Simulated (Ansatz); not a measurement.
A series in volume scale on Cd

All results are calculated (Ansatz 0.2.0). Plane-wave DFT, scalar-relativistic PAW made under PBE with cores redone for the functional, no dispersion; the given relaxed cell is scaled uniformly, energy at zero smearing counts from the unscaled cell, pressure at the given Fermi-Dirac smearing is positive in compression.

The cell before it is scaled or strained (space group P6_3/mmc, No. 194):
```
Cd
1.0
      2.9509     0.0000     0.0000
     -1.4755     2.5556     0.0000
      0.0000     0.0000     5.8839
Cd
2
Direct
  0.33333 0.66667 0.25000
  0.66667 0.33333 0.75000
```

Settings of every row: spin polarised no; functional r2SCAN; wave cutoff 500 eV; smearing width 0.1 eV; k mesh 20x20x9.

Atom starting moment: 0 on all atoms.

```
row  volume scale  V (Å³/atom)  pressure (GPa)  energy change per atom (meV)
  1          0.88       19.524            10.4                         74.99
  2          0.92       20.411            6.02                         30.25
  3          0.96       21.299               ?                             ?
  4          1.04       23.074           -1.93                          5.75
  5          1.08       23.961           -3.42                         21.12
  6          1.12       24.849           -4.52                         43.67
```

Question: what pressure and energy change per atom should row 3 give?

Worked fit of pressure. Take u = (V_r/V)^(2/3) − 1 with V_r = 23.074 Å³ an atom, which is twice the finite (Eulerian) strain; such expansions in the strain, on which the Birch-Murnaghan equation of state is built, carry the rest volume and the bulk modulus. The shown rows have u = 0.11781, 0.08519, 0, -0.02483, -0.04821. Least squares give pressure = −1.96 + 67.592 × u + 314.32 × u² GPa; a straight line predicts inner rows, each left out in turn, worse (root mean square 0.9 against 0.082 GPa). The rows lie off it by 0.03, -0.06, 0.03, 0.02, -0.03 (root mean square 0.037 GPa). The withheld row has u = 0.05481, so the fit gives −1.96 + 67.592 × (0.05481) + 314.32 × (0.05481)² = 2.69 GPa.

The calculation gave 2.64 GPa. The fit lies 0.05 GPa (1.9 % of the value, 0.34 % of the column's range) above it; its largest miss of a shown row is 0.06 GPa.

Worked fit of energy change per atom. Take u = (V_r/V)^(2/3) − 1 with V_r = 23.074 Å³ an atom, which is twice the finite (Eulerian) strain; such expansions in the strain, on which the Birch-Murnaghan equation of state is built, carry the rest volume and the bulk modulus. The shown rows have u = 0.11781, 0.08519, 0, -0.02483, -0.04821. Least squares give energy change per atom = 5.109 − 408.502 × u + 8444.74 × u² meV; a straight line predicts inner rows, each left out in turn, worse (root mean square 24 against 1.9 meV). The rows lie off it by 0.80, -1.35, 0.64, 0.66, -0.76 (root mean square 0.88 meV). The withheld row has u = 0.05481, so the fit gives 5.109 − 408.502 × (0.05481) + 8444.74 × (0.05481)² = 8.09 meV.

The calculation gave 6.89 meV. The fit lies 1.20 meV (17 % of the value, 1.7 % of the column's range) above it; its largest miss of a shown row is 1.35 meV.
